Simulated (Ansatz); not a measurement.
# Ligand exchange: C2H2BrF + SiH3(SiH3) → C2H3F + SiH2(SiH3)Br

Gas-phase species: C2H2BrF `C=C(F)Br`, singlet; SiH3(SiH3) (disilane), singlet; C2H3F `C=CF`, singlet; SiH2(SiH3)Br, singlet. The partners trade Br for H: C–Br and Si–H bonds give way to C–H and Si–Br.

Shapes, held fixed at every level: PBE0-D4/def2-TZVP. Programs: Ansatz 0.2.0. Electronic energies: no zero-point or thermal term.

| level | kind | ΔE (kJ/mol) | less CCSD(T)/def2-TZVPP |
| --- | --- | --- | --- |
| BHLYP-D4/def2-TZVPP | global hybrid | -157.8 | -12.6 |
| PBE0-D4/def2-TZVPP | global hybrid | -146.6 | -1.4 |
| wB97M-V/def2-TZVPP | range-separated hybrid | -149.4 | -4.2 |
| wB97X-V/def2-TZVPP | range-separated hybrid | -146.8 | -1.6 |
| B2PLYP/def2-TZVPP | double hybrid | -147.6 | -2.4 |
| MP2/def2-TZVPP | perturbation theory | -148.0 | -2.8 |
| CCSD/def2-SVP | coupled cluster or CI | -147.1 | -1.9 |
| CCSD(T)/def2-TZVPP | coupled cluster or CI | -145.2 | 0.0 |

The highest level, CCSD(T)/def2-TZVPP, gives ΔE = -145.2 kJ/mol; the levels span -157.8 to -145.2. The column of differences is taken from that level and isn't an error. No measured value is set beside it here. Relativity is left out for Br. Outer-core shells of Br are correlated, in sets that cover them unevenly.

Every level makes the exchange strongly exothermic, with bromine favouring silicon and hydrogen favouring carbon. The preference follows from the bonds traded. A C–H bond on an sp2 carbon is short and strong, whereas C–Br is much weaker because the diffuse bromine valence orbital overlaps less well with carbon. At silicon this penalty largely disappears: the electropositive centre gives Si–Br a substantial ionic contribution, while Si–H is weaker than C–H. The driving force is therefore the contrast between the two centres, not the strength of Si–Br alone.

Both sides are closed-shell molecules with the same number of electron-pair bonds, so much of the correlation error probably cancels, in keeping with the closeness of MP2 to CCSD(T). BHLYP stands apart at -157.8 kJ/mol, possibly because its large share of exact exchange overstates the gain from forming the more polar Si–Br bond. The near agreement of CCSD with CCSD(T) doesn't establish that triples are unimportant, since the basis set changes as well.
